# Nee–Zwanzig dielectric friction on a rotating dipole

## Statement

**Conventions.** SI formulas, with $\epsilon_0$ the vacuum permittivity; dipole moments are quoted in debye, radii in ångström and times in ps or ns. Time dependence is $e^{i\omega t}$, so $\varepsilon(\omega)=\varepsilon'-i\varepsilon''$ with $\varepsilon''\ge 0$. The permanent moment of the isolated molecule is $\boldsymbol\mu=\mu\mathbf u$ with $|\mathbf u|=1$, and the energy scale is $W=\mu^2/(4\pi\epsilon_0a^3)$.

**Premises.**

- P1. The molecule is a point dipole at the centre of a spherical cavity of radius $a$.
- P2. The outside is a linear, local, non-conducting continuum at rest with permittivity $\varepsilon(\omega)$. Fields are quasi-static.
- P3. The molecule has an isotropic, instantaneous polarisability $\alpha$, written $\alpha/(4\pi\epsilon_0a^3)=(\varepsilon_c-1)/(\varepsilon_c+2)$. A rigid dipole has $\varepsilon_c=1$.
- P4. Rotation is overdamped. Short-range forces give a memoryless friction $\zeta_0$, with $D_0=k_BT/\zeta_0$ and $\tau_0=\zeta_0/2k_BT$.

**Result A (slow rotation).** In a Debye medium, $\varepsilon=\varepsilon_\infty+(\varepsilon_s-\varepsilon_\infty)/(1+i\omega\tau_D)$, a rigid dipole turning slowly with angular velocity $\boldsymbol\Omega$ feels the torque $-\zeta_{\rm diel}(\mathbf 1-\mathbf{uu})\cdot\boldsymbol\Omega$, with

$$\zeta_{\rm diel}=\frac{6\mu^2(\varepsilon_s-\varepsilon_\infty)\tau_D}{4\pi\epsilon_0a^3(2\varepsilon_s+1)^2}.\tag{1}$$

**Result B (any frequency, polarisable dipole).** For small angular oscillations

$$\zeta_{\rm diel}(\omega)=\frac{2W(\varepsilon_c+2)^2}{3\,i\omega}\,\frac{\varepsilon_s-\varepsilon(\omega)}{(2\varepsilon_s+\varepsilon_c)(2\varepsilon(\omega)+\varepsilon_c)}.\tag{2}$$

**Result C (pure liquid).** In the Onsager model, with the closure that the memory function of the orientational correlation is $2k_BT/[\zeta_0+\zeta_{\rm diel}(\omega)]$, the permittivity obeys the Fatuzzo–Mason dispersion equation

$$\frac{\varepsilon_s(\varepsilon-\varepsilon_\infty)(2\varepsilon+\varepsilon_\infty)}{\varepsilon(\varepsilon_s-\varepsilon_\infty)(2\varepsilon_s+\varepsilon_\infty)}=\left[1+i\omega\tau_0+\frac{(\varepsilon_s-\varepsilon_\infty)(\varepsilon_s-\varepsilon)}{\varepsilon_s(2\varepsilon+\varepsilon_\infty)}\right]^{-1}.\tag{3}$$

**Result D (quality of the closure).** For a dipole in a Debye medium the integrated correlation time $\tau_1=\int_0^\infty\langle\mathbf u(0)\cdot\mathbf u(t)\rangle\,dt$ satisfies

$$\tau_0+\frac23\,\frac{\zeta_{\rm diel}(0)}{2k_BT}\;\le\;\tau_1\;\le\;\tau_0+\frac{\zeta_{\rm diel}(0)}{2k_BT},\tag{4}$$

and the closure gives the upper bound. The friction and its use in the Onsager model are due to Nee and Zwanzig (1970), the dispersion equation to Fatuzzo and Mason (1967).

## Proof

### 1. Reaction field and cavity field

By P2 each Fourier component obeys electrostatics with the complex $\varepsilon(\omega)$. For a moment $m$ along the polar axis the potential is $m\cos\theta/(4\pi\epsilon_0r^2)-Rr\cos\theta$ inside and $ba^3\cos\theta/r^2$ outside, since only $l=1$ solutions match the source. With $p=m/(4\pi\epsilon_0a^3)$, continuity of the potential at $r=a$ gives $p-R=b$, and continuity of the normal displacement gives $2p+R=2\varepsilon b$. Adding them yields $b=3p/(2\varepsilon+1)$ and

$$\mathbf R=f\,\frac{\mathbf m}{4\pi\epsilon_0a^3},\qquad f=\frac{2(\varepsilon-1)}{2\varepsilon+1}.\tag{5}$$

For an empty cavity in a distant macroscopic field $E$ the potentials are $-E_cr\cos\theta$ and $-Er\cos\theta+b'a^3\cos\theta/r^2$. The same two conditions read $E_c=E-b'$ and $E_c=\varepsilon(E+2b')$, whence $E_c=3\varepsilon E/(2\varepsilon+1)$.

### 2. Polarisable dipole

Let $\mathbf F$ be the field at the centre due to everything but the molecule. By superposition $\mathbf F=\mathbf E_c+f\mathbf m/(4\pi\epsilon_0a^3)$, and $\mathbf m=\boldsymbol\mu+\alpha\mathbf F$. Define $q=[1-f(\varepsilon_c-1)/(\varepsilon_c+2)]^{-1}$. Since $(\varepsilon_c+2)(2\varepsilon+1)-2(\varepsilon_c-1)(\varepsilon-1)=3(2\varepsilon+\varepsilon_c)$,

$$q=\frac{(\varepsilon_c+2)(2\varepsilon+1)}{3(2\varepsilon+\varepsilon_c)}.$$

Solving the two linear relations gives $\mathbf m=q(\boldsymbol\mu+\alpha\mathbf E_c)$ and

$$\mathbf F=\mathbf E_d+\frac{G\,\boldsymbol\mu}{4\pi\epsilon_0a^3},\qquad \mathbf E_d=q\mathbf E_c=\frac{\varepsilon(\varepsilon_c+2)}{2\varepsilon+\varepsilon_c}\mathbf E,\qquad G=qf=\frac{2(\varepsilon_c+2)(\varepsilon-1)}{3(2\varepsilon+\varepsilon_c)}.\tag{6}$$

The torque is $\mathbf m\times\mathbf F=\boldsymbol\mu\times\mathbf F$, because the induced moment is parallel to $\mathbf F$ at every instant. The identity $(\varepsilon_s-1)(2\varepsilon+\varepsilon_c)-(\varepsilon-1)(2\varepsilon_s+\varepsilon_c)=(\varepsilon_c+2)(\varepsilon_s-\varepsilon)$ gives

$$G(0)-G(\omega)=\frac{2(\varepsilon_c+2)^2}{3}\,\frac{\varepsilon_s-\varepsilon}{(2\varepsilon_s+\varepsilon_c)(2\varepsilon+\varepsilon_c)}.\tag{7}$$

### 3. Frequency-dependent friction (Result B)

Take $\mathbf E=0$ and let the dipole oscillate about $\mathbf u_0$ through a small angle $\delta\theta\,e^{i\omega t}$ about an axis $\mathbf n\perp\mathbf u_0$, so that $\mathbf u=\mathbf u_0+\delta\mathbf u$ with $\mathbf u_0\times\delta\mathbf u=\mathbf n\,\delta\theta\,e^{i\omega t}$. The static part of the moment calls up $G(0)$ and the oscillating part $G(\omega)$. To first order

$$\mathbf N=W\,[\mathbf u_0+\delta\mathbf u]\times[G(0)\mathbf u_0+G(\omega)\delta\mathbf u]=-W\,[G(0)-G(\omega)]\,\mathbf n\,\delta\theta\,e^{i\omega t}.$$

The friction is defined by $N=-\zeta_{\rm diel}(\omega)\,\dot\theta$ with $\dot\theta=i\omega\,\delta\theta\,e^{i\omega t}$. Thus $\zeta_{\rm diel}(\omega)=W[G(0)-G(\omega)]/i\omega$, and (7) gives (2).

### 4. Debye medium and slow rotation (Result A)

For the Debye form, $\varepsilon_s-\varepsilon=(\varepsilon_s-\varepsilon_\infty)\,i\omega\tau_D/(1+i\omega\tau_D)$ and $2\varepsilon+\varepsilon_c=[(2\varepsilon_s+\varepsilon_c)+i\omega\tau_D(2\varepsilon_\infty+\varepsilon_c)]/(1+i\omega\tau_D)$. The factors $1+i\omega\tau_D$ cancel in (7), leaving a single pole:

$$G(0)-G(\omega)=\Delta\,\frac{i\omega\tau_R}{1+i\omega\tau_R},\qquad\tau_R=\frac{2\varepsilon_\infty+\varepsilon_c}{2\varepsilon_s+\varepsilon_c}\,\tau_D,\qquad\Delta=\frac{2(\varepsilon_c+2)^2(\varepsilon_s-\varepsilon_\infty)}{3(2\varepsilon_s+\varepsilon_c)(2\varepsilon_\infty+\varepsilon_c)}.\tag{8}$$

Hence $\zeta_{\rm diel}(\omega)=\zeta_{\rm diel}(0)/(1+i\omega\tau_R)$, with

$$\zeta_{\rm diel}(0)=W\Delta\tau_R=\frac{2(\varepsilon_c+2)^2}{3}\,\frac{W(\varepsilon_s-\varepsilon_\infty)\tau_D}{(2\varepsilon_s+\varepsilon_c)^2}.\tag{9}$$

For $\varepsilon_c=1$ the prefactor is 6, and (9) is (1). The memory time is $\tau_R$, which is shorter than $\tau_D$.

The function $1/(1/\tau_R+i\omega)$ is the transform of $e^{-t/\tau_R}$, so (8) in the time domain holds for any trajectory, with angles of any size:

$$4\pi\epsilon_0a^3\,\mathbf F(t)=G(0)\boldsymbol\mu(t)-\Delta\int_0^\infty e^{-s/\tau_R}\,\dot{\boldsymbol\mu}(t-s)\,ds.\tag{10}$$

The first term exerts no torque. If $\dot{\boldsymbol\mu}$ changes little within $\tau_R$, the integral is $\tau_R\dot{\boldsymbol\mu}=\tau_R\,\mu\,\boldsymbol\Omega\times\mathbf u$. With $\mathbf u\times(\boldsymbol\Omega\times\mathbf u)=(\mathbf 1-\mathbf{uu})\cdot\boldsymbol\Omega$ the torque is $-W\Delta\tau_R(\mathbf 1-\mathbf{uu})\cdot\boldsymbol\Omega$, which is Result A. Spinning about the dipole axis meets no dielectric friction.

For steady rotation at any rate $\Omega$ about an axis normal to $\mathbf u$, write $u_x+iu_y=e^{i\Omega t}$. The field is then $G(\Omega)$ times this complex vector, and

$$N_z=W\,{\rm Im}\,G(\Omega)=-\frac{\zeta_{\rm diel}(0)\,\Omega}{1+\Omega^2\tau_R^2}.\tag{11}$$

"Slow" therefore means $\Omega\tau_R\ll1$, and the relative correction is $\Omega^2\tau_R^2$.

**Confirmation by energy balance** ($\varepsilon_c=1$). A field component of amplitude $|E|$ dissipates $\tfrac12\Omega\epsilon_0\varepsilon''|E|^2$ per unit volume. The rotating dipole consists of two orthogonal oscillating dipoles of amplitude $\mu$ in quadrature, whose cross term averages to zero, so the two halves add. By step 1 each has $|E|^2=|b|^2a^6(1+3\cos^2\theta)/r^6$, whose integral over $r>a$ is $8\pi|b|^2a^3/3$. With $|b|=3\mu/(4\pi\epsilon_0a^3|2\varepsilon+1|)$ the power is $6W\Omega\,\varepsilon''/|2\varepsilon+1|^2$. At small $\Omega$, $\varepsilon''=(\varepsilon_s-\varepsilon_\infty)\Omega\tau_D$, and the power equals $\zeta_{\rm diel}\Omega^2$ with the value (1). The friction is the dielectric loss of the surroundings.

### 5. Permittivity and the dipole correlation function

Two more premises define the Onsager (1936) model of a pure liquid of number density $N$: the cavities fill the volume, $\tfrac43\pi a^3N=1$, and the continuum around a molecule has the permittivity of the liquid itself, $\epsilon_0(\varepsilon-1)\mathbf E=N\langle\mathbf m\rangle$.

Because the medium is linear, an applied field enters the equation of motion of $\mathbf u$ only through the additive term $\mathbf E_d(t)$ of (6). The reaction field and the thermal field of the medium belong to the unperturbed dynamics. The perturbation is thus $-\boldsymbol\mu\cdot\mathbf E_d(t)$, and classical linear response gives

$$\langle\boldsymbol\mu\rangle_\omega=\frac{\mu^2}{3k_BT}\,\Phi(\omega)\,\mathbf E_d,\qquad\Phi(\omega)=\int_0^\infty e^{-i\omega t}\,[-\dot\phi(t)]\,dt,$$

where $\phi(t)=\langle\mathbf u(0)\cdot\mathbf u(t)\rangle$ is taken without applied field but with the lagging reaction field. The relation $\mathbf m=q\boldsymbol\mu+\alpha\mathbf E_d$ is linear and may be averaged. P3 and the filling condition give $N\alpha/\epsilon_0=3(\varepsilon_c-1)/(\varepsilon_c+2)$, so

$$\varepsilon-1-\frac{3\varepsilon(\varepsilon_c-1)}{2\varepsilon+\varepsilon_c}=\frac{N\mu^2\Phi}{3\epsilon_0k_BT}\,\frac{(\varepsilon_c+2)^2\,\varepsilon\,(2\varepsilon+1)}{3(2\varepsilon+\varepsilon_c)^2}.$$

The left side equals $(\varepsilon-\varepsilon_c)(2\varepsilon+1)/(2\varepsilon+\varepsilon_c)$. At high frequency $\Phi\to0$, so $\varepsilon_c=\varepsilon_\infty$, and

$$\frac{(\varepsilon-\varepsilon_\infty)(2\varepsilon+\varepsilon_\infty)}{\varepsilon}=\frac{N\mu^2(\varepsilon_\infty+2)^2}{9\epsilon_0k_BT}\,\Phi(\omega).\tag{12}$$

At $\omega=0$, $\Phi=1$ and (12) is Onsager's equation. Dividing (12) by its static form shows that the left side of (3) equals $\Phi(\omega)$. No closure has been used so far.

### 6. Closure and dispersion equation (Result C)

Define the memory function by $\dot\phi=-\int_0^tK(s)\phi(t-s)\,ds$. With $z=i\omega$ the Laplace transforms obey $\hat\phi=1/(z+\hat K)$ and $\Phi=1-z\hat\phi=1/(1+z/\hat K)$.

While the angular displacement is small, each of the two transverse angles obeys a linear equation with friction $\zeta(z)=\zeta_0+\zeta_{\rm diel}(z)$. Its response to a unit step torque has the transform $1/z^2\zeta$, and the fluctuation–dissipation theorem makes the mean-square displacement $\langle\delta\theta^2(t)\rangle$ equal to $2k_BT$ times this response. With two angles $\phi\simeq1-\langle\delta\theta^2\rangle$, so $\hat\phi\simeq1/z-2k_BT/z^2\zeta$. Comparison with $\hat\phi\simeq1/z-\hat K/z^2$ gives $\hat K=2k_BT/\zeta(z)$. The closure adopts this form at all frequencies:

$$\Phi(\omega)=\left[1+i\omega\tau_0+\frac{i\omega\,\zeta_{\rm diel}(\omega)}{2k_BT}\right]^{-1}.\tag{13}$$

It is exact for memoryless friction, where $\phi=e^{-2k_BTt/\zeta}$, and it respects $\Phi(0)=1$. Otherwise it is an approximation, examined in step 7.

The filling condition gives $W=N\mu^2/3\epsilon_0$, and the static form of (12) then gives $W(\varepsilon_\infty+2)^2=3k_BT(\varepsilon_s-\varepsilon_\infty)(2\varepsilon_s+\varepsilon_\infty)/\varepsilon_s$. Inserting this in (2) with $\varepsilon_c=\varepsilon_\infty$ removes $\mu$ and $a$:

$$\frac{i\omega\,\zeta_{\rm diel}(\omega)}{2k_BT}=\frac{(\varepsilon_s-\varepsilon_\infty)(\varepsilon_s-\varepsilon)}{\varepsilon_s(2\varepsilon+\varepsilon_\infty)}.\tag{14}$$

Equations (12) to (14) give (3). Here $\varepsilon(\omega)$ is the unknown and no Debye form is assumed. Clearing fractions, with $\varepsilon_s(2\varepsilon+\varepsilon_\infty)+(\varepsilon_s-\varepsilon_\infty)(\varepsilon_s-\varepsilon)=\varepsilon_s^2+\varepsilon(\varepsilon_s+\varepsilon_\infty)$, leaves a quadratic:

$$(\varepsilon-\varepsilon_\infty)\left[\varepsilon_s^2+\varepsilon(\varepsilon_s+\varepsilon_\infty)+i\omega\tau_0\,\varepsilon_s(2\varepsilon+\varepsilon_\infty)\right]=\varepsilon(\varepsilon_s-\varepsilon_\infty)(2\varepsilon_s+\varepsilon_\infty).\tag{15}$$

The physical root has $\varepsilon(0)=\varepsilon_s$. Put $\varepsilon\simeq\varepsilon_s-i\omega(\varepsilon_s-\varepsilon_\infty)\tau_M$ in (3). The left side becomes $1-i\omega\tau_M(2\varepsilon_s^2+\varepsilon_\infty^2)/[\varepsilon_s(2\varepsilon_s+\varepsilon_\infty)]$ and the right side $1-i\omega\tau_0-i\omega\tau_M(\varepsilon_s-\varepsilon_\infty)^2/[\varepsilon_s(2\varepsilon_s+\varepsilon_\infty)]$. The two numerators differ by $\varepsilon_s(\varepsilon_s+2\varepsilon_\infty)$, so

$$\tau_M=\frac{2\varepsilon_s+\varepsilon_\infty}{\varepsilon_s+2\varepsilon_\infty}\,\tau_0,\tag{16}$$

which lies between $\tau_0$ and $2\tau_0$. Where $\varepsilon_s,|\varepsilon|\gg\varepsilon_\infty$, the leading terms of (15) give $\varepsilon=\varepsilon_s/(1+2i\omega\tau_0)$, a Debye curve.

### 7. Bounds on the closure (Result D)

In a Debye medium (8) means $G(\omega)=G(\infty)+\Delta/(1+i\omega\tau_R)$. The instantaneous part exerts no torque. The slow field relaxes with time $\tau_R$ towards $\Delta\boldsymbol\mu/(4\pi\epsilon_0a^3)$. For a linear medium with Gaussian fluctuations the fluctuation–dissipation theorem fixes its variance about that value at $k_BT\Delta/(4\pi\epsilon_0a^3)$ per component. Let $\mathbf r$ be the slow field in units of the standard deviation, $\lambda=W\Delta/k_BT$ and $s=\sqrt\lambda$. The pair $(\mathbf u,\mathbf r)$ is a diffusion process with generator

$$L=D_0\left[\nabla_u^2+s\,\mathbf r\cdot\nabla_u\right]+\tau_R^{-1}\left[\partial_{\mathbf r}^2-(\mathbf r-s\mathbf u)\cdot\partial_{\mathbf r}\right],$$

where $\nabla_u$ is the gradient on the unit sphere. The equilibrium density is proportional to $\exp(-|\mathbf r-s\mathbf u|^2/2)$, so $\mathbf u$ is isotropic and $\boldsymbol\delta=\mathbf r-s\mathbf u$ is an independent unit Gaussian. Integration by parts gives

$$-\langle g\,Lh\rangle=\mathcal E(g,h)=\langle D_0\nabla_ug\cdot\nabla_uh+\tau_R^{-1}\partial_{\mathbf r}g\cdot\partial_{\mathbf r}h\rangle .$$

Let $h$ solve $-Lh=u_z$. Then $J=\langle u_zh\rangle=\int_0^\infty\langle u_z(0)u_z(t)\rangle dt=\tau_1/3$, and also $J=\mathcal E(h,h)$. The averages needed are $\langle u_z^2\rangle=\tfrac13$, $\langle u_zr_z\rangle=s/3$ and $\langle|\nabla_uu_z|^2\rangle=\langle1-u_z^2\rangle=\tfrac23$.

*Lower bound.* For any $g$, the Cauchy–Schwarz inequality gives $\langle u_zg\rangle^2=\mathcal E(g,h)^2\le J\,\mathcal E(g,g)$. Choose $g=\tau_0u_z+\tfrac13s\tau_Rr_z$. With $D_0=1/2\tau_0$, both $\langle u_zg\rangle$ and $\mathcal E(g,g)$ equal $\tau_0/3+\lambda\tau_R/9$. Hence $\tau_1\ge\tau_0+\lambda\tau_R/3$.

*Upper bound.* Since $u_z=-\tfrac12\nabla_u^2u_z$, integration by parts on the sphere at fixed $\boldsymbol\delta$ gives $J=\langle\mathbf w\cdot\nabla_uh+s\,\mathbf w\cdot\partial_{\mathbf r}h\rangle$ with $\mathbf w=\tfrac12\nabla_uu_z$ and $\langle w^2\rangle=\tfrac16$. Cauchy–Schwarz with the weights $D_0$ and $\tau_R^{-1}$ gives $J^2\le\tfrac16(D_0^{-1}+\lambda\tau_R)J$. Hence $\tau_1\le\tau_0+\lambda\tau_R/2$.

By (9), $\lambda\tau_R/2=\zeta_{\rm diel}(0)/2k_BT$, which proves (4). Expanding (13) to first order in $\omega$, where $\Phi\simeq1-i\omega\tau_1$, shows that the closure equals the upper bound. That bound is approached when the dipole turns little during $\tau_R$, so that the friction is memoryless. The lower bound is reached for $\tau_R\gg\tau_0$ and $\lambda\ll1$: the dipole equilibrates in a frozen field with mean projection $\coth x-1/x\simeq x/3$, $x=sr$, so $\phi$ falls to a plateau $\lambda\langle r^2\rangle/9=\lambda/3$ that decays with $\tau_R$. The closure thus overstates the dielectric part of $\tau_1$ by a factor between 1 and $3/2$. In the Debye limit of the pure liquid the expansion before (16) reads $\tau_M=\tau_0+\tau_M/2$; reducing the dielectric term to two thirds would give $\tau_M=\tfrac32\tau_0$ in place of $2\tau_0$.

## Range of validity

- Equations (2), (10) and (12) are exact within their premises. Equation (1) as a torque law needs $\Omega\tau_R\ll1$. As a contribution $\zeta_{\rm diel}/2k_BT$ to $\tau_1$ it is an upper bound, and the true value in the model is at least two thirds of it.
- Several relaxation steps replace $(\varepsilon_s-\varepsilon_\infty)\tau_D$ in (9) by $\sum_j\Delta\varepsilon_j\tau_j$, as the limit $\omega\to0$ of (2) shows. The bounds (4) were proved for one step.
- The medium is at rest, which strictly means perfect slip. If the molecule drags the liquid with a fraction $\kappa$ of the stick flow $\boldsymbol\Omega\times\mathbf r\,(a/r)^3$, the polarisation is carried along and lags less. The mean of $(a/r)^3$ with the loss weight $r^{-4}dr$ is $\tfrac12$, so the relative change is of order $\kappa/2$.
- A centred point dipole, a sphere and a local $\varepsilon$ are crude when solvent and solute are of like size. The same weight places most of the loss in the first shell. The friction varies as $a^{-3}$: a radius larger by 10 per cent lowers it by 25 per cent.
- Inertia is omitted, so times must well exceed the free-rotation time, of the order of a picosecond for small molecules.
- Equation (3) applies to a pure liquid that obeys Onsager's static equation. It does not apply to associated liquids such as alcohols, nor to a dilute solute, for which (2) is used with the solvent's $\varepsilon(\omega)$ as input.

## Illustration: benzonitrile in 1-butanol

All inputs are approximate typical values at 298 K. Benzonitrile: $\mu\approx4.5$ D along the long axis, $\varepsilon_c\approx2.3$ (squared refractive index), and molar volume about 103 cm³/mol, for which the filling condition gives $a=3.4$ Å. 1-Butanol, main relaxation step: $\varepsilon_s\approx17.5$, $\varepsilon_\infty\approx3.3$ (the plateau above that step), $\tau_D\approx500$ ps, and viscosity $\eta\approx2.6$ mPa s. The next step, of amplitude about 1 and time about 25 ps, adds less than 1 per cent to $\sum_j\Delta\varepsilon_j\tau_j$ and is dropped. The value $\tau_0=60$ ps is assumed, chosen to be typical of a small rigid aromatic molecule at this viscosity. It is 0.19 of the stick value $4\pi\eta a^3/k_BT=0.31$ ns, so entrainment matters at the level $\kappa/2\approx0.1$, and it corresponds to $\zeta_0=0.49\times10^{-30}$ J s.

The energy scale is $W=5.15\times10^{-20}$ J, and with $k_BT=4.11\times10^{-21}$ J, $W/k_BT=12.5$.

| Quantity | Rigid, $\varepsilon_c=1$ | Polarisable, $\varepsilon_c=2.3$ |
|---|---|---|
| $\Delta$ | 0.31 | 0.53 |
| $\lambda$ | 3.9 | 6.6 |
| $\tau_R$ (ns) | 0.11 | 0.12 |
| $\zeta_{\rm diel}(0)$ ($10^{-30}$ J s) | 1.7 | 3.2 |
| $\zeta_{\rm diel}(0)/2k_BT$ (ns) | 0.21 | 0.39 |
| two thirds of it (ns) | 0.14 | 0.26 |
| $\tau_1$, lower bound (ns) | 0.20 | 0.32 |
| $\tau_1$, upper bound (ns) | 0.27 | 0.45 |

Polarisability raises the friction by a factor 1.9. Because $\tau_D$ is long, the dielectric friction exceeds $\zeta_0$ several times in either column. The ratio $\tau_R/\tau_0$ is 1.8 and 2.0, so the friction has a memory longer than the bare rotation time, and only the interval (4) is established: the model's $\tau_1$ is 0.20 to 0.27 ns for the rigid dipole and 0.32 to 0.45 ns for the polarisable one.

These are the model's numbers. As typical knowledge, a molecule of this size reorients in a liquid of this viscosity with a rank-one time of several tens of picoseconds, up to about 0.1 ns, so the model lies high by a factor of roughly two to five, and its dielectric term alone exceeds the typical total. The closure cannot account for this, since the lower bound is already too long, and the excess must come from the premises and inputs. The main step of a monohydric alcohol is generally attributed to the collective moment of hydrogen-bonded chains, whereas the loss that brakes a small solute arises in the first shell, where a local permittivity with the bulk $\tau_D$ is least justified.